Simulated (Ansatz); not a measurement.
InSiNH6 (SMILES N[SiH2][InH2]): the energy, rung by rung

InSiNH6: 9 atoms, total charge 0, spin state singlet. SMILES: `N[SiH2][InH2]`. Geometry: optimised at PBE0/def2-SVP. This is one conformer, not always the lowest.

| atom | x (Å) | y (Å) | z (Å) |
| --- | --- | --- | --- |
| N | -0.9117 | 0.5858 | -1.3339 |
| Si | 0.3822 | 0.7380 | -0.1771 |
| In | 0.2687 | -1.2627 | 1.4574 |
| H | -1.0573 | -0.3103 | -1.7860 |
| H | -1.0782 | 1.3400 | -1.9928 |
| H | 0.1792 | 2.0357 | 0.5441 |
| H | 1.7748 | 0.8287 | -0.7535 |
| H | -0.5585 | -2.7297 | 1.0067 |
| H | 1.0008 | -1.2257 | 3.0350 |

Quantity: the dissociation energy of the H6–Si2 bond into doublet H and doublet InSiNH5 (shapes relaxed at PBE0/def2-SVP, no zero-point term), in eV. The values are calculated.

```tsv
level	kind	program	value (eV)	CPU time (all runs)
HF/def2-SVP (core potential)	Hartree–Fock	Ansatz	3.00	2.6 s
PBE/def2-SVP (core potential)	GGA	Ansatz	3.31	3.5 s
r2SCAN/def2-SVP (core potential)	meta-GGA	Ansatz	3.40	7.9 s
B3LYP/def2-SVP (core potential)	global hybrid	Ansatz	3.51	5.6 s
wB97M-V/def2-SVP (core potential)	range-separated hybrid	Ansatz	3.67	22 s
```

Spin-orbit coupling, which can split open shells on such heavy atoms by tenths of an eV, is left out. The values span 3.00 to 3.67 eV. Hartree–Fock misses the correlation of the electron pair that is broken and comes out low. Measured bond enthalpies also hold zero-point and thermal terms, a few tenths of an eV less. CPU times are rough (shared hosts, several kinds of processor): they show what a rung costs within a factor of a few.

The broken bond is an Si–H bond, and every level makes its homolysis clearly endothermic. Among the density functionals the energy rises steadily from 3.31 eV with PBE to 3.67 eV with wB97M-V, probably because they balance exchange and correlation differently between the electron-pair bond and the two open-shell fragments.

Even the upper value lies below the usual strength of an Si–H bond in simple silanes. A chemical reason is plausible: the radical left behind is centred formally on silicon, between an amino group with a lone pair and a three-coordinate indium with a formally empty 5p orbital. Donation from nitrogen and delocalisation towards indium can both stabilise the unpaired electron, and the electropositive indium substituent should help as well. This suggests that the weakening comes largely from a stabilised radical rather than from an unusually poor Si–H bond in the parent molecule. Without the corresponding energies for the Si–In and In–H bonds, the calculation doesn't show which bond would break first on heating.
